**Size and binding of the levels of a tungsten ion with a partial 3d hole**

**Finding**

In this Dirac LDA ion the size of an orbital and its eigenvalue report different parts of the screening. Charge inside an orbital weakens the force on it and sets its radius. Charge outside lifts its energy without exerting a force. The 4f levels are the extreme case: the mean radius of 4f5/2 (0.58 bohr) is 2.16 times smaller than that of 5p3/2, yet the two eigenvalues differ by only 0.92 eV.

These are Kohn-Sham eigenvalues of a spherical, unpolarised ion with a fractional hole (0.75 electron missing from 3d) and a single 6s electron. They are not measured binding energies, carry no multiplet or exchange splitting, and lack Breit and QED terms. The point nucleus and QED matter most for the deepest s1/2 and p1/2 levels; the Breit term shifts all deep levels, 2p3/2 included, and alters the doublet splittings.

All-electron Dirac Kohn-Sham calculation with Quantum ESPRESSO ld1.x 7.5 for W1.75+ (Z = 74): LDA (Slater exchange, VWN5 correlation), no spin polarisation, spherical densities, point nucleus. The listed levels are full except 3d3/2 (3.7 electrons), 3d5/2 (5.55), 5d3/2 (1.6), 5d5/2 (2.4) and 6s1/2 (1). Eigenvalues are negative for bound levels.

| level | level filled | eigenvalue (eV) | mean radius (bohr) | mean inverse radius (1/bohr) |
| --- | --- | --- | --- | --- |
| 1s1/2 | yes | -69417 | 0.01835 | 87.06 |
| 2s1/2 | yes | -12035 | 0.07696 | 21.19 |
| 2p1/2 | yes | -11516 | 0.06366 | 21.15 |
| 2p3/2 | yes | -10164 | 0.07160 | 17.77 |
| 3s1/2 | yes | -2806.1 | 0.2001 | 7.801 |
| 3p1/2 | yes | -2576.0 | 0.1900 | 7.720 |
| 3p3/2 | yes | -2281.2 | 0.2046 | 6.842 |
| 3d3/2 | yes | -1895.1 | 0.1788 | 6.740 |
| 3d5/2 | yes | -1830.7 | 0.1833 | 6.533 |
| 4s1/2 | yes | -596.31 | 0.4471 | 3.292 |
| 4p1/2 | yes | -500.18 | 0.4515 | 3.185 |
| 4p3/2 | yes | -431.10 | 0.4846 | 2.875 |
| 4d3/2 | yes | -272.88 | 0.4990 | 2.669 |
| 4d5/2 | yes | -260.02 | 0.5103 | 2.595 |
| 5s1/2 | yes | -98.772 | 1.051 | 1.288 |
| 5p1/2 | yes | -69.599 | 1.151 | 1.162 |
| 4f5/2 | yes | -60.034 | 0.5785 | 2.170 |
| 5p3/2 | yes | -59.116 | 1.251 | 1.053 |
| 4f7/2 | yes | -57.577 | 0.5872 | 2.139 |
| 5d3/2 | yes | -21.350 | 1.752 | 0.7424 |
| 5d5/2 | yes | -20.384 | 1.807 | 0.7180 |
| 6s1/2 | yes | -19.034 | 2.722 | 0.4675 |

A level is written $n l_j$; "level filled" means occupied, only partly so for 3d, 5d and 6s. The eigenvalue is $\varepsilon$, the mean radius $\langle r\rangle$, the mean inverse radius $\langle 1/r\rangle$. The levels rise with $n$, then $l$, then $j$, except that 4f falls among the 5p levels. The output printed after the text gives the derived numbers that are not worked out in the text.

**Why size does not fix binding**

A two-parameter power law fitted to all 22 rows gives $|\varepsilon|\propto\langle r\rangle^{-1.84}$, misses the rows by an rms factor of 1.65, and overbinds 4f almost fourfold (table over fit 0.27). A single hydrogenic charge per level also fails. Inverting the Dirac one-electron formulas gives one charge from $\varepsilon$ and another from $\langle 1/r\rangle$, and the first is lower in every row: 69.0 against 73.5 for 1s1/2, 26.4 against 49.8 for 4s1/2, 8.4 against 34.6 for 4f5/2.

The virial theorem for the Dirac equation accounts for this. In atomic units, with local potential $V(r)$, speed of light $c$ and small-component norm $s$, it reads $\langle c\,\boldsymbol\alpha\cdot\mathbf p\rangle=\langle rV'\rangle$, and $\langle\beta\rangle=1-2s$, so

$$\varepsilon=-K+S,\qquad K=2c^2s,\qquad S=\left\langle \frac{d(rV)}{dr}\right\rangle .$$

$K$ tends to the kinetic energy when relativity is weak. The nucleus adds nothing to $S$, since $rV=-Z$ is constant. The Hartree potential is $N(r)/r+U(r)$, with $N$ the charge inside $r$ and $U$ the potential of the charge outside; because $N'=-rU'$, its contribution to $d(rV)/dr$ is just $U(r)$. So $K$ follows the force and hence the size, and $S$ is mainly the lift from outer charge.

The norms $s$ are further output of the same calculation, and $S$ is obtained as $\varepsilon+K$, so the split is bookkeeping and cannot fail. Its reading can be checked: summed over occupations $S$ gives 6114.7 hartree, against 6118.2 for the Hartree energy plus a third of the exchange-correlation energy. That sum rule is built into the equations, with the third exact for Slater exchange only; correlation scales differently and should account for the 3.5 hartree left over. It shows only that exchange and correlation make about $-1.8\%$ of the summed $S$, taken as its shortfall from the Hartree energy (the share of $-1.7\%$ in the output counts only the third of the exchange-correlation energy).

**Worked row: 4f5/2**

Nothing is fitted. For a hydrogenic orbital $\langle 1/r\rangle=Z/n^2$, so $Z=16\times2.170=34.7$ (34.6 with the Dirac formula). The hydrogenic binding is $34.6^2/32=37.4$ hartree, about 1020 eV, which is 17 times $|\varepsilon|$. It is, however, 0.96 of $K=2c^2\times0.0010423=1065$ eV. The remainder is $S=1065-60=1005$ eV, or 94% of $K$.

The mean inverse radius therefore tracks $K$ rather than $\varepsilon$, and where $S$ cancels most of $K$, as in 4f, it says little about $\varepsilon$. The hydrogenic energy at the charge from $\langle 1/r\rangle$ lies within 5% of $K$ for all $n\le3$ levels, within 9% for $n=4$, and is too large by 13 to 21% for $n=5$ and by 46% for 6s1/2. A plausible reason for the failure is that orbitals with many nodes span the core and the outer region, where no single charge applies.

**Order within a shell**

For a bare nucleus $s_{1/2}$ and $p_{1/2}$ of one $n$ are degenerate, so the gaps of 519, 230, 96 and 29 eV for $n=2$ to 5 come from screening. The split shows that their makeup changes. From 2s1/2 to 2p1/2, $K$ rises slightly (18028 to 18107 eV) and the gap comes from $S$ (5993 to 6591 eV): the more compact 2p has more charge outside it. From 4s1/2 to 4p1/2, $S$ hardly moves (1390 to 1397 eV) and $K$ falls (1986 to 1897 eV). From 4s1/2 to 4f5/2, $K$ drops by 921 eV and $S$ by only 385 eV, which raises the level by 536 eV and cuts the binding tenfold for a 29% larger radius. Theory ascribes the loss of $K$ to the centrifugal barrier, which keeps high-$l$ orbitals out of the region of nearly bare charge that the inner lobes of s and p orbitals enter.

The radii reverse, plausibly for the same reason. The nonrelativistic hydrogenic $\langle r\rangle=[3n^2-l(l+1)]/2Z$ shrinks from s to p by a factor $5/6$ at $n=2$ but only $73/75$ at $n=5$, while the charge deduced from $\langle r\rangle$ with the Dirac formula, whose factor at $n=2$ is a little smaller than $5/6$, drops by 1% (70.1 to 69.3) and by 11% (35.2 to 31.4). These charges come from the radii themselves, so they restate the reversal rather than test its cause: p1/2 is smaller than s1/2 for $n=2,3$ (ratios 0.83, 0.95) and larger for $n=4,5$ (1.01, 1.10); d3/2 against p3/2 turns at the same place (0.87, 1.03, 1.40 for $n=3,4,5$).

At the top, 6s1/2 lies only 1.35 eV above 5d5/2 though 1.51 times larger, because the fall in $K$ (155 to 73 eV) is almost matched by the fall in $S$ (135 to 54 eV), as expected when less charge lies outside the orbital. Relativistic stabilisation of s orbitals should help as well. So small a gap may change sign with ionic charge or functional.

**Doublets**

In all eight doublets the $j=l-\tfrac12$ member is deeper and smaller. To first order the splitting is

$$\Delta=\tfrac12\alpha^2\,(l+\tfrac12)\,Z_{so}\,\langle r^{-3}\rangle ,$$

with $\alpha$ the fine-structure constant and $Z_{so}$ the net enclosed charge weighted by $r^{-3}$. That weight sits on the innermost lobe, whose position depends on $l$ and hardly on $n$. With $\langle r^{-3}\rangle$ from the further output, $Z_{so}$ is 73 to 76 for p, 57 to 60 for d and 47 for 4f. Carrying the 3d value to 5d, which did not enter it, and using the mean $\langle r^{-3}\rangle=9.36$ bohr$^{-3}$, gives $2.66\times10^{-5}\times2.5\times59.5\times9.36=0.037$ hartree, or 1.01 eV, 4% above the table's 0.966 eV. The p values of 76.2 (2p) and 74.1 (5p) exceed the nuclear charge. They are biased upward, because only the p3/2 member has a finite $\langle r^{-3}\rangle$ at a point nucleus and first order is strained there.

Hydrogenic fine structure at the charge from $\langle 1/r\rangle$ is nearly right for 2p (table larger by 7%) and too small by factors of 6.3 for 5p and 9.0 for 5d, since that charge is an average over the whole orbital, well below the charge felt at the innermost lobe. As a share of the binding of the upper member, the splitting stays at 13 to 18% for p and 3.5 to 4.9% for d. The s1/2–p1/2 gap grows much faster in relative terms, from $519/12035$, about 4%, to $29.2/98.8$, about 30%, so it passes the p doublet between $n=3$ (ratio 0.78) and $n=4$ (1.39).

**How firm is the place of 4f?**

The near cancellation of $K$ and $S$ describes why so compact an orbital as 4f is bound as weakly as the $n=5$ levels; it does not fix where among them 4f falls. The interleaving 5p1/2, 4f5/2, 5p3/2, 4f7/2 is fragile: the 0.92 eV gap is far above rounding but only 0.09% of $K$ for 4f5/2. The self-interaction error of LDA, which raises a compact orbital such as 4f more than the diffuse 5p, is expected to matter on this scale, so the order should not be carried over to measured levels. The 3d hole, at 0.18 bohr, lies inside most of both orbitals and lowers each by roughly $0.75\langle1/r\rangle$ before the other electrons relax. The difference, $0.75\times(2.170-1.053)=0.84$ hartree, is of the order of tens of eV and favours 4f; relaxation will cancel part of it. A larger inner hole or a heavier nucleus should push 4f below 5p, and a smaller hole should lift it. How much of that differential pull survives relaxation, and so at what hole size 4f5/2 crosses 5p3/2, is left open.

The analysis program printed:

```
level Z(eps) Z(1/r) Z(r) | K eV, S eV, S/K | -Ehyd(Z(1/r))/K, Ehyd(Z(1/r))/eps | table/powerlaw
1s1/2  69.0  73.5  73.3 |   79545  10128 0.127 | 1.00  1.15 | 0.56
2s1/2  57.7  70.2  70.1 |   18028   5993 0.332 | 1.02  1.53 | 1.36
2p1/2  56.6  70.1  69.3 |   18107   6591 0.364 | 1.01  1.59 | 0.92
2p3/2  54.4  68.8  68.1 |   16348   6184 0.378 | 1.00  1.61 | 1.00
3s1/2  42.5  62.5  63.3 |    5971   3165 0.530 | 1.05  2.23 | 1.83
3p1/2  40.8  62.0  61.6 |    5919   3343 0.565 | 1.04  2.39 | 1.52
3p3/2  38.7  59.6  59.8 |    5412   3131 0.578 | 1.01  2.39 | 1.55
3d3/2  35.3  58.8  57.4 |    5299   3404 0.642 | 1.00  2.80 | 1.00
3d5/2  34.8  58.2  56.8 |    5159   3329 0.645 | 1.00  2.81 | 1.01
4s1/2  26.4  49.8  51.9 |    1986   1390 0.700 | 1.09  3.63 | 1.70
4p1/2  24.2  48.3  49.4 |    1897   1397 0.736 | 1.07  4.07 | 1.45
4p3/2  22.5  45.2  46.9 |    1697   1266 0.746 | 1.03  4.07 | 1.42
4d3/2  17.9  42.1  41.7 |    1505   1232 0.819 | 1.01  5.56 | 0.95
4d5/2  17.5  41.2  41.0 |    1451   1191 0.821 | 1.00  5.58 | 0.94
5s1/2  13.5  31.6  35.2 |     455    357 0.783 | 1.21  5.56 | 1.35
5p1/2  11.3  28.6  31.4 |     379    309 0.816 | 1.18  6.45 | 1.12
4f5/2   8.4  34.6  31.0 |    1065   1005 0.944 | 0.96 16.96 | 0.27
5p3/2  10.4  26.2  29.1 |     325    266 0.818 | 1.15  6.33 | 1.11
4f7/2   8.2  34.2  30.6 |    1042    985 0.945 | 0.95 17.25 | 0.27
5d3/2   6.3  18.5  19.7 |     165    144 0.871 | 1.13  8.75 | 0.75
5d5/2   6.1  17.9  19.1 |     155    135 0.869 | 1.13  8.59 | 0.75
6s1/2   7.1  16.8  19.8 |      73     54 0.739 | 1.46  5.59 | 1.49
power law |eps|~<r>^-1.84, rms factor 1.65, worst ['4f7/2', '4f5/2', '3s1/2']
diagnostic fit without 4f: slope -1.79, rms factor 1.34, 4f table/fit [0.24 0.23]
rounding: eps and K about 1e-5..5e-5 relative (1s eps 0.5 eV), <r>, <1/r> up to 5e-4
electrons 72.25; sum occ<1/r> 542.8 vs 542.81 1/bohr; as potential at nucleus 14771 eV, less 1s 10033 eV
sum occ*S 6114.7 Ha; E_H+E_xc/3 6118.2 Ha (diff -0.06%); xc share -1.7%
doublet: split eV (floor), % of |eps|, Z_so, hydrogenic split at mean Z(1/r) eV, table/hyd, table/bare Z=74
2p: 1352.000 (1.000) 13.3% Z_so 76.2 hyd 1257.764 1.07 0.812
3p: 294.800 (0.100) 12.9% Z_so 72.9 hyd 210.404 1.40 0.594
4p: 69.080 (0.010) 16.0% Z_so 72.9 hyd 29.184 2.37 0.332
5p: 10.483 (0.001) 17.7% Z_so 74.1 hyd 1.674 6.26 0.099
3d: 64.400 (0.100) 3.5% Z_so 59.5 hyd 54.077 1.19 0.456
4d: 12.860 (0.010) 4.9% Z_so 58.1 hyd 5.787 2.22 0.214
5d: 0.966 (0.001) 4.7% Z_so 57.0 hyd 0.107 9.04 0.031
4f: 2.457 (0.001) 4.3% Z_so 46.7 hyd 1.321 1.86 0.085
gap s1/2-p1/2 eV, ratio to p doublet: [(2, 519, 0.38), (3, 230.1, 0.78), (4, 96.1, 1.39), (5, 29.2, 2.78)]
<r> p1/2 over s1/2, n=2..5: [0.827, 0.95, 1.01, 1.095] d3/2 over p3/2, n=3..5: [0.874, 1.03, 1.4]
4s->4f5/2: d eps 536, dK -921, dS -385 eV; eps ratio 9.9, <r> ratio 4f/4s 1.29
4f5/2 vs 5p3/2: gap 0.918 eV, <r> ratio 2.16, K ratio 3.28, gap/K(4f) 0.09%
5p3/2->4f7/2 1.539 eV; 5d5/2->6s 1.350 eV, <r> ratio 1.51; 1s/6s eps 3647, <r> 148
```
